Energy of CaPb⁺ (doublet, one unpaired π electron, occupation held) relative to separated high-spin Ca⁺ and Pb at the same level, computed with PySCF 2.14.0 using def2-SVP, a core potential on Pb and no spin-orbit coupling. PBEsol and B97-3 are unrestricted; HF is restricted open-shell and serves as the reference for MP2 and CCSD, which use frozen cores.

```csv
bond length (Å),PBEsol (eV),B97-3 (eV),HF (eV),MP2 (eV),CCSD (eV),T1 diagnostic
2.951,-1.664,-1.446,0.005,-0.685,-0.772,0.024
3.082,-1.776,-1.593,-0.192,-0.867,-0.961,0.024
3.181,-1.808,-1.650,-0.280,-0.946,-1.047,0.024
3.279,-1.806,-1.672,-0.330,-0.988,-1.097,0.024
3.377,-1.779,-1.669,-0.351,-1.001,-1.118,0.024
3.509,-1.717,-1.636,-0.344,-0.985,-1.114,0.025
3.672,-1.612,-1.566,-0.298,-0.927,-1.071,0.026
3.869,-1.468,-1.460,-0.207,-0.822,-0.985,0.028
```

## One state, five well depths

Each energy column gives $E(r)$, the energy of CaPb⁺ at bond length $r$ relative to Ca⁺ and Pb at the same level, so a negative entry means bound. T1 is the norm of the single-excitation amplitudes of CCSD, divided by the root of the number of correlated electrons. In every row both functionals lie below CCSD, CCSD below MP2 and MP2 below Hartree–Fock (HF). The lowest entries run from $-0.351$ to $-1.808$ eV.

The HF and density-functional runs hold the same ²Π configuration at each distance: Pb $6s^2$, a $\sigma$ pair built from Ca $4s$ and Pb $6p_\sigma$, and one $\pi$ electron mostly on Pb. The spread therefore belongs to the methods. Whether this state is the lowest one was not examined.

## A curve that aims at the wrong limit

A well has a depth, a curvature and a skew, and for a curve that ends on the atoms these are linked. In the Morse form

$$E(r)=C+D\left[\left(1-e^{-a(r-r_e)}\right)^2-1\right]$$

$r_e$ is the minimum, $D$ the depth below the asymptote $C$, and $a$ an inverse range. Expansion about $r_e$ gives the force constant $k=2Da^2$. With $C=0$, depth and curvature fix $a$, and the outer wall is predicted.

For HF, $k=2.12$ eV Å⁻², $D=0.353$ eV and $r_e=3.415$ Å give $a=\sqrt{2.12/0.706}=1.73$ Å⁻¹. At 3.869 Å the exponential is $e^{-1.73\times0.454}=0.46$, and $E=0.353\,[(0.54)^2-1]=-0.25$ eV. The table has $-0.207$: the column climbs 0.04 eV too fast for a Morse curve that levels off at zero. The same steps for CCSD ($k=2.01$, $D=1.121$, $r_e=3.423$) give $-0.988$ against $-0.985$. That row entered the fits that supplied $k$ and $r_e$, so this checks consistency and is not a prediction.

Both forms, $C=0$ and $C$ free, were fitted to all eight rows of each column, and the output below lists them. With $C=0$ only CCSD is reproduced about as closely as the rounding of the entries allows, and HF is worst. A free $C$ comes out above the atoms for HF and MP2, slightly above for CCSD and below for both functionals. It trades against $D$ and $a$, and no real curve need be Morse, so only a clear sign deserves attention, and the CCSD value is too small to be told from zero. For HF that sign is borne out at 5.08 Å, a point of the same calculations outside the fit: HF lies 0.53 eV above the atoms, where the $C=0$ form puts it just below them. The functionals are still bound there by 0.78 eV (PBEsol) and 0.83 eV (B97-3), more than the 0.62 and 0.69 eV of the $C=0$ form, which agrees with a negative $C$ but does not prove it. MP2 and CCSD have no energies at that distance.

## Why the restricted determinant misses Ca⁺ + Pb

Restricted open-shell HF puts both $\sigma$ electrons in one orbital, $\sigma=c_A s+c_B p$. At long range, where overlap vanishes, the pair function expands as

$$\sigma^2=c_A^2\,s^2+c_B^2\,p^2+\sqrt2\,c_Ac_B\,(sp)_{\rm singlet}.$$

With the $\pi$ electron on lead, the three terms are Ca + Pb⁺, Ca²⁺ + Pb⁻ and Ca⁺ + Pb. The last is the zero of the table, and its weight $2c_A^2c_B^2$ cannot exceed one half. Even that part is impure, because recoupling the spins shows that with $s$ and $p$ paired to a singlet the two lead electrons are three quarters triplet and one quarter singlet. Ca²⁺ + Pb⁻ is very costly, so the determinant escapes by letting $c_A$ grow towards Ca $4s^2$ + Pb⁺, which a single determinant can represent without such a mixture. That limit lies above the table's zero by the difference of the ionisation energies of Pb and Ca, about 1.3 eV from recalled measured values and probably more in HF, which omits the correlation of the Ca $4s$ pair and so ionises Ca too easily.

The populations behave as this argument requires. The Mulliken charge on Ca falls from 0.72 at 3.279 Å to 0.44 at 5.08 Å, where it should approach one. Such charges are only indicative, but the Löwdin values drift the same way. The spin on Ca also vanishes, but that is no further evidence: a doubly occupied $\sigma$ orbital carries no spin by construction. For a partner with a still higher ionisation energy the false limit would lie higher; for one that ionises more easily than Ca, the restricted curve would end on the true ground-state fragments.

Within the table the failure looks harmless. CCSD minus HF stays at $-0.77$ eV to within a spread of 0.011 eV, so HF gives nearly the same $r_e$ and $k$ with a third of the depth. Part of the shift is to be expected: two electrons that are unpaired in the atoms form a pair in the molecule and bring a new pair correlation energy. Its constancy is plausibly a balance between dynamic correlation, which fades on stretching, and the left–right correlation of the $\sigma$ pair, which grows. The columns do not separate the two. A sensible bond length and frequency thus say nothing about the depth.

MP2 recovers 89 % of the CCSD correction at 2.951 Å, and the share falls in every step to 79 % at 3.869 Å. A likely reason is that second order cannot fully relax the orbitals or sum the $\sigma^2\to\sigma^{*2}$ excitation to higher order, which matters more as the reference worsens; the result is a shorter, stiffer well. The MP2–CCSD gap of 0.09 to 0.16 eV may change in a larger basis. T1 meanwhile moves only from 0.024 to 0.028. It responds to orbital relaxation, not directly to a large double excitation, so its calm does not exclude multireference character.

## Why the functionals lie deeper

The unrestricted functionals can give the two $\sigma$ electrons different orbitals and so can reach Ca⁺(↓) + Pb(↑↑). That determinant has $\langle S^2\rangle=1.75$, and since doublet and quartet have 0.75 and 3.75, the quartet weight is $(\langle S^2\rangle-0.75)/3$. Read from Kohn–Sham orbitals as a rough guide, it is 2 to 3 % in the last row and only 0.3 to 0.4 % in the first, where the excess over CCSD is largest. Spin contamination therefore does not explain the extra depth.

Delocalisation error is the known fault in stretched radical cations. Moving a fraction $\delta$ of an electron from Pb to Ca⁺ at infinite distance costs $\Delta I\,\delta$ exactly, with $\Delta I$ the difference of ionisation energies. An approximate functional adds a term like $-b\,\delta(1-\delta)$, and for $b>\Delta I$ the energy is lowest at $\delta=(b-\Delta I)/2b$, below the atoms. It is worst for fragments of similar ionisation energy. At 5.08 Å the Ca charge of 0.62 to 0.64 and the binding of 0.8 eV fit this picture, and ion-induced dipole attraction, $-\alpha/2r^4$ in atomic units with a rough recalled polarisability $\alpha$ of Pb, supplies only of order 0.1 eV.

Two facts keep it from being the whole account. Exact exchange should reduce $b$, yet the hybrid B97-3 is the more bound at that distance, 0.83 against 0.78 eV, so genuine residual bonding may be a good part of the tail. And the gap to CCSD shrinks on stretching, from 0.892 to 0.483 eV for PBEsol, whereas delocalisation error grows with $r$. The short-range excess needs another source. The functionals place more of the $\pi$ electron on Ca (0.19 and 0.14 against 0.08 in HF), largely in $3d$, which suggests added $\pi$ bonding. CCSD, with a small basis, frozen cores and no triples, probably underbinds most where the atoms are close, while basis-set superposition works the other way. The zero itself rests on broken-symmetry atoms, whose energy in a functional depends somewhat on the chosen occupation. The two functionals meet within 0.008 eV in the last row and have changed order by 4.525 Å, so neither is the deeper one at every distance.

CCSD passes the shape test, but that does not certify its depth: an error that scales the whole curve changes depth and curvature by the same factor, and the test cannot see it. Zero-point energy is about 0.01 eV and decides nothing. Spin-orbit coupling, absent at all levels, lowers the Pb atom by roughly 1 eV (recalled), probably more than it lowers the molecule, and that is as large as the CCSD well. How the 0.5 to 0.9 eV between CCSD and the functionals divides into overbinding by one and underbinding by the other remains open, and so does how much of either well survives spin-orbit coupling.

Printed output of the fit:

```
rounding floor: 0.0005 eV per entry, 0.001 per difference; r rounding adds up to 0.0008 eV
r/A  MP2-HF CCSD-HF share% CCSD-MP2 PBEsol-CCSD B97-CCSD PBEsol-B97 (eV)  T1
2.951 -0.690 -0.777 88.8 -0.087 -0.892 -0.674 -0.218 0.024
3.082 -0.675 -0.769 87.8 -0.094 -0.815 -0.632 -0.183 0.024
3.181 -0.666 -0.767 86.8 -0.101 -0.761 -0.603 -0.158 0.024
3.279 -0.658 -0.767 85.8 -0.109 -0.709 -0.575 -0.134 0.024
3.377 -0.650 -0.767 84.7 -0.117 -0.661 -0.551 -0.110 0.024
3.509 -0.641 -0.770 83.2 -0.129 -0.603 -0.522 -0.081 0.025
3.672 -0.629 -0.773 81.4 -0.144 -0.541 -0.495 -0.046 0.026
3.869 -0.615 -0.778 79.0 -0.163 -0.483 -0.475 -0.008 0.028
constant shift from CCSD: mean, spread max-min, worst residual (eV); ratio of lowest rows
 pbesol: -0.683 0.409 -0.209 at 2.951 A; 1.62
 b97_3: -0.566 0.199 -0.108 at 2.951 A; 1.50
 mp2: +0.118 0.076 +0.045 at 3.869 A; 0.90
 hf: +0.771 0.011 +0.007 at 3.869 A; 0.31
Morse, asymptote = atoms: D/eV a/A^-1 re/A k/(eV/A^2) rms, worst residual (fit-table, eV)
 pbesol: 1.809 0.894 3.228 2.89 0.0023 +0.0035 at 3.869 A
 b97_3: 1.674 0.829 3.327 2.30 0.0039 +0.0057 at 3.869 A
 ccsd: 1.120 0.945 3.420 2.00 0.0009 -0.0014 at 3.869 A
 mp2: 0.999 1.068 3.369 2.28 0.0038 -0.0063 at 3.869 A
 hf: 0.340 1.652 3.376 1.85 0.0143 -0.0273 at 3.869 A
Morse, free asymptote: Emin/eV re/A k/(eV/A^2) C/eV [C without first, last row] rms/eV
 pbesol: -1.810 3.222 3.02 -0.30 [-0.31, -0.28] 0.0003
 b97_3: -1.673 3.313 2.37 -0.54 [-0.55, -0.53] 0.0001
 ccsd: -1.121 3.423 2.01 +0.10 [+0.16, +0.05] 0.0003
 mp2: -1.002 3.382 2.29 +0.44 [+0.53, +0.35] 0.0004
 hf: -0.353 3.415 2.12 +0.87 [+0.95, +0.78] 0.0005
long range (eV): E(4.525), E(5.082) | Morse C=0, Morse free C at 5.082 | Ca charge 3.279 -> 5.082
 pbesol: -1.027 -0.778 | -0.623 -0.734 | 0.60 -> 0.64 e
 b97_3: -1.082 -0.834 | -0.690 -0.881 | 0.61 -> 0.62 e
 hf: +0.198 +0.529 | -0.039 +0.406 | 0.72 -> 0.44 e
 ccsd (no output there): Morse C=0 -0.418, free C -0.380
quartet weight (S2-0.75)/3 in % at 2.951, 3.869, 5.082 A (fully broken pair: 33.3)
 pbesol: 0.3 2.2 15.5
 b97_3: 0.4 2.6 13.9
ion-induced dipole at 5.082 A, order of magnitude only: -0.08 eV
spread of lowest rows over levels: 1.457 eV; T1 rise 0.004
```
